# Dipole loss probability and the Poisson series in HREELS

In high-resolution electron energy loss spectroscopy (HREELS), electrons of a few eV are reflected from a surface. On a polar semiconductor the specular beam shows a loss at the Fuchs-Kliewer (FK) surface optical phonon, its multiples, and a gain peak when the crystal is warm. All these intensities follow from the bulk dielectric function and one dimensionless number $Q$. The method is the semiclassical one of Lucas and Šunjić.

## Premises and conventions

1. The crystal fills $z<0$ and vacuum fills $z>0$. The crystal responds through a local scalar dielectric function $\epsilon(\omega)$ up to a sharp surface. A cubic crystal such as GaAs has a scalar $\epsilon$, so the face index does not enter.
2. The electron, of charge $-e$, follows the fixed path $\mathbf x(t)=\mathbf v_\parallel t$, $z(t)=v_\perp|t|$. Here $v_\parallel=v\sin\theta$, $v_\perp=v\cos\theta$, $\theta$ is measured from the normal, and $E_0=mv^2/2$.
3. Fields are electrostatic, without retardation.
4. The crystal's excitations are harmonic oscillators coupled linearly to the electron's field.
5. The reflectivity is the same for all channels. Probabilities are per reflected electron.

Units are Gaussian, with $e^2=1.440$ eV nm. For SI, replace $e^2$ by $e^2/4\pi\varepsilon_{\rm vac}$. The symbol $\epsilon_0$ is the static dielectric constant. Fields are expanded as
$$\phi(\mathbf x,z,t)=\int\frac{d^2q\,d\omega}{(2\pi)^3}\,\phi(\mathbf q,z,\omega)\,e^{i\mathbf q\cdot\mathbf x-i\omega t},$$
so an absorbing medium has ${\rm Im}\,\epsilon>0$ for $\omega>0$.

## Step 1: the electron's potential at the surface

The two-dimensional transform of $1/r$ at height difference $z$ is $(2\pi/q)e^{-q|z|}$. At the surface the bare potential is therefore $-e(2\pi/q)\,e^{-qv_\perp|t|}e^{-i\mathbf q\cdot\mathbf v_\parallel t}$. The time integral is
$$\int dt\,e^{i(\omega-\mathbf q\cdot\mathbf v_\parallel)t-qv_\perp|t|}=\frac{2qv_\perp}{D},\qquad D=(qv_\perp)^2+(\omega-\mathbf q\cdot\mathbf v_\parallel)^2,$$
which gives $\phi_{\rm ext}(\mathbf q,0,\omega)=-4\pi e v_\perp/D$.

## Step 2: the induced potential

Just above the surface, below the electron, the potential is $\phi_{\rm ext}e^{qz}+\phi_{\rm ind}e^{-qz}$. Inside it is $Ae^{qz}$. Continuity of $\phi$ gives $A=\phi_{\rm ext}+\phi_{\rm ind}$. Continuity of $\epsilon\,\partial_z\phi$ gives $\epsilon A=\phi_{\rm ext}-\phi_{\rm ind}$. Hence
$$\phi_{\rm ind}=-g(\omega)\,\phi_{\rm ext},\qquad g=\frac{\epsilon-1}{\epsilon+1}=1-\frac{2}{\epsilon+1},\qquad {\rm Im}\,g=2\,{\rm Im}\frac{-1}{\epsilon+1}.$$

## Step 3: the energy lost

The force on the electron is $+e\nabla\phi_{\rm ind}$, so the loss is $W=-e\int dt\,\mathbf v\cdot\nabla\phi_{\rm ind}$. Along the path $\mathbf v\cdot\nabla\phi=d\phi/dt-\partial_t\phi$. The total derivative integrates to zero, because $\phi_{\rm ind}$ is continuous along the path and vanishes at both ends. So $W=e\int dt\,\partial_t\phi_{\rm ind}$. Inserting the expansion, the time integral is again $2qv_\perp/D$:
$$W=e\int\frac{d^2q\,d\omega}{(2\pi)^3}\,(-i\omega)\,g(\omega)\,\frac{4\pi ev_\perp}{D}\,\frac{2qv_\perp}{D}.$$
$D$ is unchanged under $(\mathbf q,\omega)\to(-\mathbf q,-\omega)$, and $g(-\omega)=g(\omega)^*$. Pairing the two signs turns $-i\omega g$ into $2\omega\,{\rm Im}\,g$ on $\omega>0$. Energy is exchanged in quanta, so we define $P$ by $W=\int_0^\infty d\omega\,\hbar\omega\int d^2q\,P(\mathbf q,\omega)$:
$$P(\mathbf q,\omega)=\frac{4e^2}{\pi^2\hbar}\,\frac{q\,v_\perp^2}{D^2}\,{\rm Im}\frac{-1}{\epsilon(\omega)+1}.$$
$P$ is the mean net number of quanta created per unit $d^2q\,d\omega$. It is a probability density only when its integral is small.

## Step 4: the integral over all $\mathbf q$

Let $\varphi$ be the angle between $\mathbf q$ and $\mathbf v_\parallel$, and $u=v_\parallel\cos\varphi$. Joining the directions $\varphi$ and $\varphi+\pi$ lets $q$ run from $-\infty$ to $\infty$ with $0<\varphi<\pi$, and the integrand is $q^2v_\perp^2/D^2$. Completing the square,
$$D=a\left[(q-q_0)^2+b^2\right],\quad a=v_\perp^2+u^2,\quad q_0=\frac{\omega u}{a},\quad b=\frac{\omega v_\perp}{a}.$$
With $y=q-q_0$ the term odd in $y$ drops. Using $\int y^2dy/(y^2+b^2)^2=\pi/2b$ and $\int dy/(y^2+b^2)^2=\pi/2b^3$,
$$\int_{-\infty}^{\infty}\frac{q^2dq}{D^2}=\frac{\pi(b^2+q_0^2)}{2a^2b^3}=\frac{\pi}{2\omega v_\perp^3},$$
since $b^2+q_0^2=\omega^2/a$. This does not depend on $\varphi$, so the angle gives a factor $\pi$ and $\int d^2q\,qv_\perp^2/D^2=\pi^2/(2\omega v_\perp)$. Therefore
$$\boxed{P(\omega)=\frac{2e^2}{\hbar\omega\,v\cos\theta}\,{\rm Im}\frac{-1}{\epsilon(\omega)+1}}$$

## Step 5: one Fuchs-Kliewer mode

For one infrared-active phonon with damping $\gamma$,
$$\epsilon(\omega)=\epsilon_\infty+\frac{(\epsilon_0-\epsilon_\infty)\,\omega_{TO}^2}{\omega_{TO}^2-\omega^2-i\gamma\omega}.$$
Adding 1 over a common denominator gives $\epsilon+1=(\epsilon_\infty+1)(\omega_s^2-\omega^2-i\gamma\omega)/(\omega_{TO}^2-\omega^2-i\gamma\omega)$, with the FK frequency
$$\omega_s=\omega_{TO}\sqrt{\frac{\epsilon_0+1}{\epsilon_\infty+1}}.$$
Inverting, and using $\omega_{TO}^2/(\epsilon_\infty+1)=\omega_s^2/(\epsilon_0+1)$,
$$\frac{-1}{\epsilon+1}=\frac{-1}{\epsilon_\infty+1}+\frac{\Delta\,\omega_s^2}{\omega_s^2-\omega^2-i\gamma\omega},\qquad\Delta=\frac1{\epsilon_\infty+1}-\frac1{\epsilon_0+1}.$$
As $\gamma\to0$ the imaginary part tends to $\pi\Delta\omega_s^2\,\delta(\omega_s^2-\omega^2)=(\pi\Delta\omega_s/2)\,\delta(\omega-\omega_s)$. Then $Q=\int_0^\infty P\,d\omega$ is
$$\boxed{Q=\frac{\pi e^2}{\hbar v\cos\theta}\left[\frac1{\epsilon_\infty+1}-\frac1{\epsilon_0+1}\right]=\frac{\pi\Delta}{\cos\theta}\sqrt{\frac{{\rm Ry}}{E_0}}}$$
The second form uses ${\rm Ry}=me^4/2\hbar^2=13.606$ eV, so that $e^2/\hbar v=\sqrt{{\rm Ry}/E_0}$. $Q$ does not contain $\omega_s$. It does not contain $\gamma$ either: the Kramers-Kronig relation at zero frequency for $f=-1/(\epsilon+1)$ reads $\int_0^\infty{\rm Im}f\,d\omega/\omega=(\pi/2)[f(0)-f(\infty)]=\pi\Delta/2$.

The prefactor can be confirmed in real space at normal incidence. The delayed part of $g$ has the time kernel $2\Delta\omega_s\sin\omega_s\tau$ for $\tau>0$, and it weights an image charge at distance $v(|t|+|t'|)$. Taking $\partial_t$ of the kernel and symmetrising in $t,t'$ gives $W=(e^2\Delta\omega_s^2/v)\iint dt\,dt'\cos\omega_s(t-t')/(|t|+|t'|)$. With $S=|t|+|t'|$, the two quadrants of equal sign give $2\int_0^\infty dS\,\sin(\omega_sS)/(\omega_sS)=\pi/\omega_s$. The other two give $2\int_0^\infty\cos\omega_sS\,dS$, which is zero under adiabatic switching. So $W=\pi e^2\Delta\,\omega_s/v=\hbar\omega_sQ$.

## Step 6: the Poisson series at $T=0$

By premise 4 each mode $\mathbf q$ has $H=\hbar\omega_sa^\dagger a+F(t)a^\dagger+F^*(t)a$, with $F$ a prescribed function that vanishes at $t\to\pm\infty$. In the interaction picture the coupling is linear in $a$ and $a^\dagger$, so its commutator at two times is a number. The time-ordered evolution is then, up to a phase, the displacement operator
$$\hat D(\alpha)=e^{\alpha a^\dagger-\alpha^*a},\qquad\alpha=-\frac i\hbar\int F(t)\,e^{i\omega_st}dt.$$
On the ground state it produces the coherent state $e^{-|\alpha|^2/2}\sum_n\alpha^n|n\rangle/\sqrt{n!}$, whose occupation is Poisson distributed with mean $|\alpha|^2$. The mean amplitude of a linearly driven oscillator obeys the classical equation, so the energy gained, $\hbar\omega_s|\alpha|^2$, equals the classical work on that mode. Summing over modes, $\sum_{\mathbf q}|\alpha_{\mathbf q}|^2=W/\hbar\omega_s=Q$. The modes are independent, so their generating functions $\exp[|\alpha_{\mathbf q}|^2(s-1)]$ multiply to $\exp[Q(s-1)]$. The coefficient of $s^n$ is
$$\boxed{P_n=\frac{Q^n e^{-Q}}{n!}\qquad(T=0)}$$
By energy conservation $P_n$ is the probability that the electron loses $n\hbar\omega_s$.

## Step 7: finite temperature and the gain peak

Let $n$ be the net number of quanta created, negative for gain, and $N=a^\dagger a$. For a thermal state $\rho$, which commutes with $N$,
$$G(\chi)=\sum_nP_ne^{in\chi}={\rm Tr}\left[\rho\,\hat D^\dagger(\alpha)\,e^{i\chi N}\hat D(\alpha)\,e^{-i\chi N}\right].$$
Three identities evaluate it. First, $e^{i\chi N}\hat D(\alpha)e^{-i\chi N}=\hat D(\alpha e^{i\chi})$. Second, $\hat D(\beta)\hat D(\beta')=\hat D(\beta+\beta')\,e^{(\beta\beta'^*-\beta^*\beta')/2}$, which with $\beta=-\alpha$, $\beta'=\alpha e^{i\chi}$ gives the phase $e^{i|\alpha|^2\sin\chi}$. Third, $\langle m|\hat D(\beta)|m\rangle=e^{-|\beta|^2/2}L_m(|\beta|^2)$. The thermal weights are $(1-r)r^m$ with $r=e^{-\hbar\omega_s/k_BT}$. The Laguerre generating function $\sum_mr^mL_m(x)=e^{-xr/(1-r)}/(1-r)$ then gives $\langle\hat D(\beta)\rangle=e^{-|\beta|^2(\bar n+1/2)}$, where $\bar n=r/(1-r)$ is the Bose occupation. With $|\alpha(e^{i\chi}-1)|^2=2|\alpha|^2(1-\cos\chi)$ and the product over modes,
$$G=\exp\{Q[i\sin\chi-(2\bar n+1)(1-\cos\chi)]\}=\exp\left[Q_+(e^{i\chi}-1)+Q_-(e^{-i\chi}-1)\right],$$
with $Q_+=Q(\bar n+1)$ and $Q_-=Q\bar n$. This is a Poisson series of emissions folded with a Poisson series of absorptions. Collecting $e^{in\chi}$ and recognising the series of the modified Bessel function,
$$P_n=e^{-Q_+-Q_-}\sum_{j\ge\max(0,-n)}\frac{Q_+^{\,n+j}Q_-^{\,j}}{(n+j)!\,j!}=e^{-Q(2\bar n+1)}\left(\frac{\bar n+1}{\bar n}\right)^{n/2}I_{|n|}\!\left(2Q\sqrt{\bar n(\bar n+1)}\right).$$
Two consequences are exact within the model. The mean of $n$ is $Q_+-Q_-=Q$ at any temperature. And $P_{-n}/P_n=e^{-n\hbar\omega_s/k_BT}$ whatever $Q$ is, so the gain-to-loss ratio is a thermometer for the FK phonons.

## Step 8: the dipole lobe and the aperture

A spectrometer does not collect all $\mathbf q$. Let $k=mv/\hbar$. A loss $\hbar\omega$ shortens $k$ by $\omega/v$. Let the exit direction deviate from specular by $\psi_1$ in the plane of incidence, counted towards the normal, and by $\psi_2$ across it. Conservation of parallel momentum gives $q_x=(\omega/v)\sin\theta+k\psi_1\cos\theta$ and $|q_y|=k|\psi_2|$. Define $\theta_E=\omega/kv=\hbar\omega/2E_0$ and $(s_1,s_2)=(\psi_1,\psi_2)/\theta_E$. Substitution gives $D=\omega^2\cos^2\theta\,(1+s^2)$ with $s^2=s_1^2+s_2^2$: the losses form a lobe of angular scale $\theta_E$ around the specular beam. With $d^2q=(\omega/v)^2\cos\theta\,d^2s$, the fraction outside a cone of half-angle $\psi_c$ is
$$1-f=\frac2{\pi^2}\int_{s>s_c}\frac{\sqrt{(\sin\theta+s_1\cos\theta)^2+s_2^2}}{(1+s^2)^2}\,d^2s\approx\frac{8E(\sin^2\theta)}{\pi^2}\,\frac{\theta_E}{\psi_c},\qquad s_c=\frac{\psi_c}{\theta_E}.$$
The last form keeps the leading power at large $s$, and $E(\mu)=\int_0^{\pi/2}\sqrt{1-\mu\sin^2\varphi}\,d\varphi$. The tail falls only as $1/\psi_c$. For a parallel incident beam the single-loss ratio becomes $fP_1/P_0$ to first order in $Q$. For multiple losses the aperture limits the sum of the momenta, so a Poisson series with $fQ$ is only approximate.

## Numerical illustration: GaAs(110) at 300 K

The compiled values are $\epsilon_0=12.87$ (Rakita 2019), $\epsilon_\infty=10.88$ (Skelton 2020), and TO and LO wavenumbers of 271 and 293 cm$^{-1}$ (Han 2011, temperature not stated). The assumed instrument settings are $E_0=5$ eV, $\theta=60^\circ$ and $\psi_c=1^\circ$. The crystal is assumed free of carriers.

From $\epsilon_0$, $\epsilon_\infty$ and TO, the FK mode lies at 292.8 cm$^{-1}$, or $\hbar\omega_s=36.3$ meV. Further, $\Delta=0.01208$ and $\sqrt{{\rm Ry}/E_0}=1.650$, so $Q=0.125$. At 300 K, $k_BT=25.85$ meV and $\bar n=0.326$, so $Q_+=0.166$ and $Q_-=0.041$.

| $n$ | $-2$ | $-1$ | 0 | 1 | 2 |
|---|---|---|---|---|---|
| $P_n$, 0 K | 0 | 0 | 0.88 | 0.11 | 0.0069 |
| $P_n$, 300 K | 0.00068 | 0.033 | 0.82 | 0.14 | 0.011 |

The 0 K row keeps the same inputs and only sets $\bar n=0$. At 300 K the gain peak is 0.25 of the first loss. The ratio $P_0P_2/P_1^2$, exactly $1/2$ for a Poisson series, is still 0.50.

The four compiled values overdetermine the oscillator. The Lyddane-Sachs-Teller relation demands $\epsilon_0/\epsilon_\infty=(\omega_{LO}/\omega_{TO})^2$, but the two sides are 1.183 and 1.169. Using $\epsilon_\infty$, TO and LO instead gives $\epsilon_0=12.72$, a mode at 291.2 cm$^{-1}$ or 36.1 meV, and $Q=0.117$. The energy is 36 meV either way. $Q$ is 7 % lower because $\Delta$ is a small difference, so intensities carry two figures at best.

The lobe scale is $\theta_E=3.63$ mrad, or $0.21^\circ$, so $s_c=4.8$. The coefficient $8E/\pi^2$ is 0.98, and both the integral and its leading form give $1-f=0.20$. The all-angle ratio $P_1/P_0=0.165$ thus becomes 0.13 in the detector. These intensities are the model's, for the assumed settings.

## Range of validity

The length scale is $L=v/\omega_s$. At 5 eV, $v=1.33\times10^6$ m/s and $L=24$ nm, which is both the distance over which the electron couples and the order of the probed depth.

- **Fixed path.** It needs $n\hbar\omega_s\ll E_0$ and a lobe that clears the surface, $\theta_E\ll\cos\theta$. The growth of $Q$ as $1/\cos\theta$ cannot be followed to grazing incidence.
- **Image attraction.** ${\rm Re}\,g$ does no net work but speeds the electron up. The image energy $g_\infty e^2/4z$, with $g_\infty=(\epsilon_\infty-1)/(\epsilon_\infty+1)=0.83$, equals the normal energy $E_0\cos^2\theta=1.25$ eV at $z^*=0.24$ nm. Farther out $\delta v_\perp/v_\perp\approx z^*/2z$, whose average over $L$ is $(z^*/2L)\ln(L/z^*)=0.02$. This is the order of the correction to $Q$.
- **Local continuum.** It fails at atomic wave vectors. At large $q$, $D\to aq^2$, and $\int_0^{2\pi}d\varphi/a^2=\pi(1+\cos^2\theta)/(v^4\cos^3\theta)$. The share of $Q$ from $q>q_c$ is then $2(1+\cos^2\theta)/(\pi q_cL)$, which is 3 % for an assumed $q_c=1$ nm$^{-1}$. Microscopic surface phonons and impact scattering lie outside the theory.
- **Retardation.** It matters near $q\sim\omega/c$, a fraction $v/c=0.0044$ of $1/L$, and is negligible.
- **Homogeneity.** $\epsilon$ must be uniform over $L$. Oxides, epilayers or depletion layers make $g$ depend on $q$. Step 3 survives with ${\rm Im}\,g(q,\omega)/2$ in place of ${\rm Im}[-1/(\epsilon+1)]$, but step 4 does not.
- **Free carriers.** A Drude term makes $f(0)=0$, so the Kramers-Kronig sum rises from $\Delta$ to $1/(\epsilon_\infty+1)$. At low density the extra weight $1/(\epsilon_0+1)$, 6.0 times $\Delta$, sits in a surface plasmon with $\omega^2=4\pi n_ee^2/[m^*(\epsilon_0+1)]$. For an assumed $n_e=10^{16}$ cm$^{-3}$ up to the surface and the compiled $m^*=0.067\,m_e$ (0 K, Vurgaftman 2001) it lies at 3.9 meV. Its thermally enhanced losses and gains broaden every line of the phonon series.
- **One sharp harmonic mode.** The series needs $\gamma\ll\omega_s$, equilibrium populations, and a reflectivity that is flat over the energy range of the peaks compared.